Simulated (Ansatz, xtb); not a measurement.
# Ligand exchange: SnH2F2 + C4H5N → SnH3F + C4H4FN

Species: SnH2F2 `[F][SnH2][F]`, singlet; C4H5N (pyrrole) `c1cc[nH]c1`, singlet; SnH3F `[F][SnH3]`, singlet; C4H4FN `Fc1ccc[nH]1`, singlet. The partners trade F for H: Sn–F and C–H bonds give way to Sn–H and C–F.

Shapes, held fixed at every level: PBE0-D4/def2-TZVP. Programs: Ansatz 0.2.0, xtb 6.7.1. The zero-point and thermal change to 298 K, harmonic and unscaled (PBE0-D4/def2-TZVP), is -9.3 kJ/mol.

```
                level                    kind  ΔH(298 K) (kJ/mol)  less CCSD(T)/def2-TZVPP  CPU time (sum over the molecules)
             GFN0-xTB          semi-empirical               -54.7                   -190.8                             0.17 s
          HF/def2-SVP            Hartree–Fock              +112.7                    -23.4                                  –
     SPW92/def2-TZVPP                     LDA              +113.4                    -22.7                              7.8 s
    PBE-D4/def2-TZVPP                     GGA              +130.9                     -5.2                               15 s
r2SCAN0-D4/def2-TZVPP           global hybrid              +132.9                     -3.2                               23 s
   wB97M-V/def2-TZVPP  range-separated hybrid              +132.9                     -3.2                               53 s
    B2PLYP/def2-TZVPP           double hybrid              +142.2                     +6.1                               33 s
     CCSD(T)/def2-SVP   coupled cluster or CI              +120.7                    -15.4                               25 s
   CCSD(T)/def2-TZVPP   coupled cluster or CI              +136.1                      0.0                            6.9 min
```

The highest level, CCSD(T)/def2-TZVPP, gives ΔH(298 K) = +136.1 kJ/mol; the levels span -54.7 to +142.2. They disagree on the sign: 8 of 9 are positive. GFN0-xTB strays far from the other rows. The column of differences is taken from that level and isn't an error. No measured value is set beside it here. For atoms past krypton def2 sets carry core potentials with scalar relativity. Outer-core shells of Sn are correlated in most correlated rows, in sets that cover them unevenly. Times are processor times on shared x86 and Arm servers, and rough.

Fluorine transfer from tin to the 2-position of pyrrole is clearly endothermic, at +136.1 kJ/mol at the highest level. The exchange gives up a strong, highly polar Sn–F bond and a strong aromatic C–H bond. The C–F bond formed is itself strong, but it can't make up for the weak Sn–H bond that comes with it. Tin's low electronegativity and diffuse valence orbitals favour fluoride over hydride, whereas carbon binds both firmly.

Every ab initio and density-functional level supports this direction. GFN0-xTB alone reverses it, probably because its approximate charge treatment describes the polar Sn–F bond poorly. Enlarging the basis makes the CCSD(T) reaction enthalpy more positive, and Hartree–Fock lies much nearer to CCSD(T) in the same small basis than its listed difference suggests. With two molecules on each side, entropy is unlikely to overturn the preference in the gas phase. The result doesn't carry over directly to condensed tin fluorides, where fluorine bridging can further stabilise the Sn–F side.
